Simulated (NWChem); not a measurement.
**Predicting a hybrid from its neighbours: SiH2Cl2 (dichlorosilane (DCS))**

SiH2Cl2: 5 atoms, total charge 0, spin state singlet. SMILES: `Cl[SiH2]Cl`. The coordinates come from a PBE0-D4/def2-TZVP relaxation.

The dipole moment y, in D, basis 6-311+G(d,p); a is the functional's share of exact exchange. Programs: NWChem 7.3.0.

```
functional  program     a  y (D)
       PBE   NWChem     0   1.47
      BLYP   NWChem     0   1.46
     B3LYP   NWChem   0.2   1.57
      PBE0   NWChem  0.25      ?
     BHLYP   NWChem   0.5   1.69
```

Question: Fit y = c + s·a to the known rows and predict PBE0.

Answer: 
1. Means of the 4 rows: a = 0.1750, y = 1.547.
2. Σ(Δa)² = 0.1675, Σ(Δa·Δy) = 0.07575, so the slope is 0.07575/0.1675 = 0.45224.
3. Intercept: 1.547 − (0.45224) × 0.1750 = 1.468. The largest residual of the fit is 0.012.
4. PBE0: 1.468 + (0.45224) × 0.25 = 1.58 D.

The run gave 1.59 D, so the prediction is off by -0.01 D, within the scatter of the fit. More exact exchange makes the molecule more polar here. The measured value is 1.13 D (NIST CCCBDB).

The moment rises with the share of exact exchange, but every functional already lies above the measured 1.13 D, so the added exchange moves the result away from experiment. Chlorine draws density from silicon, and exact exchange probably sharpens this polarity by curbing the over-delocalisation of chlorine lone-pair density towards silicon. The Si–H bonds are also polarised away from silicon, so their contribution partly opposes that of the Si–Cl bonds. The net moment is therefore a difference between competing terms and responds to modest shifts in density.

Since even the functionals without exact exchange overshoot clearly, the mixing fraction cannot be the main source of the error. A likelier cause is the basis, whose single set of d functions on silicon and chlorine describes the polarisation of second-row atoms poorly. The successful PBE0 prediction thus shows that the functionals vary smoothly with exchange, not that they are accurate, and the closer agreement of PBE and BLYP with experiment may rest on error cancellation rather than a better density.
